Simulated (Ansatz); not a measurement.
**From F to I: the atomisation energy (no zero-point term)**

One atom is swapped for its congeners: GeH2(CH3)F; GeH2(CH3)Cl; GeH2(CH3)Br; GeH2(CH3)I. All are singlets with charge 0.

Shapes, held fixed at every level: PBE0-D4/def2-TZVP. Programs: Ansatz 0.2.0. Values in eV.

```tsv
level	GeH2(CH3)F	GeH2(CH3)Cl	GeH2(CH3)Br	GeH2(CH3)I
SPW92/def2-TZVPP	31.28	29.68	29.17	28.56
PBE-D4/def2-TZVPP	27.83	26.51	26.03	25.47
BHLYP-D4/def2-TZVPP	27.02	25.93	25.47	24.92
PBE0-D4/def2-TZVPP	27.50	26.37	25.89	25.33
wB97X-V/def2-TZVPP	27.86	26.60	26.08	25.49
B2PLYP/def2-TZVPP	27.47	26.12	25.65	25.07
CCSD(T)/def2-TZVPP	27.34	26.06	25.62	25.03
```

At CCSD(T)/def2-TZVPP the atomisation energy falls at every step, from 27.34 to 25.03 eV. Every level shows the same order. For atoms past krypton def2 sets carry core potentials with scalar relativity. Relativity is left out for Br, Ge unless named. Correlated rows may include outer-core shells of Br, Ge, I, which these sets cover unevenly. Spin-orbit coupling, which grows down the group, is left out (summed over each molecule's free atoms 0.14, 0.16, 0.28, 0.44 eV).

Since the GeH2(CH3) part is common to all four molecules, the fall in atomisation energy mainly tracks a weakening Ge–X bond. Fluorine's compact 2p shell and high electronegativity give a short, strongly polar bond with a large ionic contribution. Down the group the valence p orbitals become more diffuse and the electronegativity gap to germanium narrows, so both overlap and electrostatic stabilisation decline. The largest drop comes between F and Cl at every level, in keeping with the break between the second-row element and its heavier congeners.

The ordering is insensitive to method, but the absolute energies are not. For the fluoride, SPW92 gives 31.28 eV against 27.34 eV with CCSD(T), the familiar overbinding of the local density approximation, which probably reflects its poor description of the density inhomogeneity that differs between atoms and molecules. B2PLYP lies closest to CCSD(T) for all four halides, but this doesn't establish its accuracy against experiment, because correlated atomisation energies converge slowly with basis size and are probably still too low in a triple-zeta set.
